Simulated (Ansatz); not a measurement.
**Appearance energy of a fragment ion: C2H4Si → [SiH3]+ + C2H + e⁻**

Species: C2H4Si (ethynylsilane) `C#C[SiH3]`, singlet; [SiH3]+ `[SiH3+]`, singlet; C2H `[C]#C`, doublet. 

Shapes, held fixed at every level: PBE0-D4/def2-TZVP. Programs: Ansatz 0.2.0. Electronic energies: no zero-point or thermal term.

```csv
level,kind,ΔE (eV),CPU time (sum over the molecules)
HF/def2-SVP,Hartree–Fock,+11.90,–
HF/def2-TZVPP,Hartree–Fock,+11.93,–
SPW92/def2-TZVPP,LDA,+14.36,2.8 s
r2SCAN-D4/def2-TZVPP,meta-GGA,+13.76,7.6 s
BHLYP-D4/def2-TZVPP,global hybrid,+13.64,5 s
wB97M-V/def2-TZVPP,range-separated hybrid,+13.77,20 s
wB97X-V/def2-TZVPP,range-separated hybrid,+13.81,16 s
B2PLYP/def2-TZVPP,double hybrid,+13.67,5.7 s
```

B2PLYP/def2-TZVPP gives ΔE = +13.67 eV; the levels span +11.90 to +14.36. The median of the levels is +13.72. No measured value is set beside it here. Spin contamination: C2H (⟨S²⟩ up to 1.11). Open shells run unrestricted unless RO is named. The onset seen in experiment also holds zero-point changes and kinetic shifts. Times are processor times on shared x86 and Arm servers, and rough.

The density functionals other than LDA place this channel between +13.64 and +13.81 eV, while Hartree–Fock lies far lower and LDA highest. Enlarging the basis barely moves the Hartree–Fock value, so its gap from the rest is not a basis-set effect; it probably reflects the missing correlation energy of the Si–C electron pair, which is lost when one electron leaves and the other stays on C2H.

The energy required is the sum of Si–C homolysis and ionisation of the silyl radical. The first term is large because carbon bonds through a compact, s-rich sp hybrid, and the ethynyl radical left behind gains little stabilisation by delocalisation. The second is moderate, since silicon is electropositive and [SiH3]+ can relax to a planar cation with an empty 3p orbital. Ethynyl holds its electrons more tightly, which favours placing the charge on silyl. The results do not establish this as the lowest fragmentation route, because competing channels such as loss of H or H2 were not computed.
